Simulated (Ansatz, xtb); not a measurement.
Relative energy of two isomers of C2H7GeNSi

Structure I: `C#[C][Ge@@H]([NH2])[SiH3]`, a singlet. Structure II: `C#C[Si@@H](N)[GeH3]`, a singlet. Both are isolated molecules in the gas phase, relaxed with B3LYP/def2-SVP; the shapes shown needn't be the lowest conformers.

I (Å):

```xyz
12

C    -1.4311   -1.3833    1.7228
C    -1.5432   -0.2095    1.4198
Ge   -1.7486    1.6225    0.8968
N    -0.1369    2.4483    1.2949
Si   -2.0968    1.7608   -1.4752
H    -1.3285   -2.4184    1.9943
H    -2.9670    2.1707    1.6913
H    -0.1226    3.4449    1.0798
H     0.1509    2.3304    2.2662
H    -3.4044    1.1358   -1.8307
H    -0.9970    1.0582   -2.1953
H    -2.1208    3.1936   -1.8982
```

II (Å):

```yaml
atoms:
  - { symbol: C, position_ang: [-1.3191, -1.3018, 1.8093] }
  - { symbol: C, position_ang: [-1.4338, -0.1343, 1.4807] }
  - { symbol: Ge, position_ang: [-2.2842, 1.7226, -1.3505] }
  - { symbol: N, position_ang: [-0.1147, 2.4220, 1.1278] }
  - { symbol: Si, position_ang: [-1.6452, 1.6195, 0.9599] }
  - { symbol: H, position_ang: [-1.2148, -2.3321, 2.0979] }
  - { symbol: H, position_ang: [-2.7679, 2.1663, 1.7885] }
  - { symbol: H, position_ang: [0.0174, 3.3380, 0.7094] }
  - { symbol: H, position_ang: [0.3978, 2.3485, 2.0028] }
  - { symbol: H, position_ang: [-3.7119, 1.1717, -1.5586] }
  - { symbol: H, position_ang: [-1.3139, 0.9146, -2.2380] }
  - { symbol: H, position_ang: [-2.2714, 3.1884, -1.8487] }
```

Quicker runs give these differences E(II) − E(I): GFN2-xTB −0.240 eV; HF/STO-3G −0.173 eV (at GFN2-xTB geometries); r2SCAN-D4/def2-SVP −0.619 eV (at GFN2-xTB geometries).

Q: Estimate E(II) − E(I) at the level CCSD(T)/def2-SVP + ΔMP2/def2-TZVPP.

A: Calculated at CCSD(T)/def2-SVP + ΔMP2/def2-TZVPP: E(II) − E(I) = −0.588 eV, so structure II lies lower.

Level by level:

```json
{"level": "GFN2-xTB", "geometry": "GFN2-xTB", "E(II) − E(I) (eV)": "−0.240", "departure from the last row (eV)": "+0.348", "job, with rough time for the two": "optimisation, 0.16 s"}
{"level": "HF/STO-3G", "geometry": "GFN2-xTB", "E(II) − E(I) (eV)": "−0.173", "departure from the last row (eV)": "+0.415", "job, with rough time for the two": "single point, 0.4 s"}
{"level": "r2SCAN-D4/def2-SVP", "geometry": "GFN2-xTB", "E(II) − E(I) (eV)": "−0.619", "departure from the last row (eV)": "−0.031", "job, with rough time for the two": "single point, 2.1 s"}
{"level": "B3LYP/def2-SVP", "geometry": "B3LYP/def2-SVP", "E(II) − E(I) (eV)": "−0.611", "departure from the last row (eV)": "−0.022", "job, with rough time for the two": "optimisation, 41 s"}
{"level": "HF/def2-SVP", "geometry": "B3LYP/def2-SVP", "E(II) − E(I) (eV)": "−0.613", "departure from the last row (eV)": "−0.025", "job, with rough time for the two": "part of the CCSD(T) run"}
{"level": "MP2/def2-SVP", "geometry": "B3LYP/def2-SVP", "E(II) − E(I) (eV)": "−0.564", "departure from the last row (eV)": "+0.024", "job, with rough time for the two": "part of the CCSD(T) run"}
{"level": "CCSD(T)/def2-SVP", "geometry": "B3LYP/def2-SVP", "E(II) − E(I) (eV)": "−0.546", "departure from the last row (eV)": "+0.042", "job, with rough time for the two": "single point"}
{"level": "CCSD(T)/def2-SVP + ΔMP2/def2-TZVPP", "geometry": "B3LYP/def2-SVP", "E(II) − E(I) (eV)": "−0.588", "departure from the last row (eV)": "", "job, with rough time for the two": "single point, 27 s"}
```

As drawn, II has 1 C–Si, 1 N–Si, 2 Ge–H in place of 1 C–Ge, 1 Ge–N, 2 Si–H.

None of the levels shown reverses the order. The largest departure from CCSD(T)/def2-SVP + ΔMP2/def2-TZVPP is that of HF/STO-3G, 0.415 eV. A small imaginary or near-zero mode remains, so no thermal terms are given. The last row adds to CCSD(T) the change of the MP2 difference between the two basis sets, here −0.042 eV.

The correlated steps freeze 17 core orbitals; the filled d shell of Ge is correlated, in a basis made for valence electrons. Programs: Ansatz 0.2.0, xtb 6.7.1; the last row on 2 threads of AMD EPYC 9R45 96-Core Processor (Zen 5) on a shared host.

Placing silicon at the centre, bound to both the amino and ethynyl groups, is favoured by 0.588 eV. The main reason is probably the stronger, more polar Si–N bond, with the Si–C bond helping. Germanium's filled 3d shell screens its nuclear charge poorly, making it more electronegative than silicon and reducing the ionic contribution to its bonds with nitrogen and carbon. The exchange also replaces two Si–H bonds with weaker Ge–H bonds, so the preference is what remains after a partial cancellation.

Hartree–Fock in the def2-SVP basis already gives −0.613 eV, so the preference doesn't depend on electron correlation, which weakens it slightly in that basis. The much smaller gap with HF/STO-3G probably reflects the minimal basis, which has too little flexibility to describe polar bonds and their polarisation. Basis enlargement shifts the result by −0.042 eV, opposite to the correlation shift, so the close agreement of B3LYP with the final value may be partly fortuitous. The energy difference alone doesn't separate the amino contribution from the ethynyl one.
